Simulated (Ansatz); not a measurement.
**Ti: energy along a strain**

Ti, P6_3/mmc, a = 2.950 Å, c = 4.686 Å (as given, not relaxed at this level: -2.3 GPa). Ansatz: r2SCAN, PAW, 500 eV, Γ-centred 18×18×10 mesh on 2 atoms, Gaussian smearing 0.15 eV; no spin polarisation. Cell vectors (Å): 2.950 0.000 0.000; -1.475 2.555 0.000; 0.000 0.000 4.686. The cell is strained by x per cent times the pattern (1 1 0 0 0 0) in the order xx yy zz yz xz xy (engineering shears), with fractional coordinates held. y is the free energy over the start, V0 = 17.658 Å³/atom.

| x (%) | y (meV/atom) |
| --- | --- |
| -6.00 | ? |
| -4.50 | 43.61 |
| -3.00 | 14.08 |
| -1.50 | -0.07 |
| 0.00 | 0.00 |
| 1.50 | 13.09 |
| 3.00 | 38.03 |
| 4.50 | 73.66 |
| 5.25 | 95.14 |
| 6.00 | 118.88 |

**Question.** Fit y = c1 x + c2 x² + c3 x³ to the other rows, get the stiffness along the pattern, and predict the missing energy.

**Answer.** Least squares on the rows shown. y = 4.5071 x + 2.8958 x² − 0.057534 x³. The clamped-ion stiffness p·C·p = 2 × 28.96 eV × 160.2 / 17.658 Å³ = 525 GPa (second derivative at the start, which stands under stress). At x = -6.00 the fit asked for gives 89.63 meV/atom. The run gave 89.61 meV/atom, so the fit is 0.02 meV/atom too high, within twice the rms miss on the fitted rows (0.01 meV/atom).

The energy falls at first when the basal plane contracts, so the starting cell is too wide for this functional, in line with the negative pressure. This tension also explains why 6.00 % expansion costs more than the same compression. The negative cubic term works the other way: the lattice stiffens as it is squeezed, because overlap repulsion and electronic kinetic energy rise steeply at short distances, while stretching weakens the metallic d bonding. Anharmonicity therefore partly hides the asymmetry caused by the initial stress.

The equal in-plane strain preserves the hexagonal symmetry, and the atoms sit on sites with no free coordinate. Holding the fractional positions thus costs nothing here, and the clamped-ion stiffness of 525 GPa is also the relaxed-ion value for this strain. It does include the constraint of a fixed c axis; letting that axis respond would lower the resistance to biaxial stretching. The curve fixes only the sum of C11 and C12, so it can't give the basal shear stiffness, which depends on their difference.
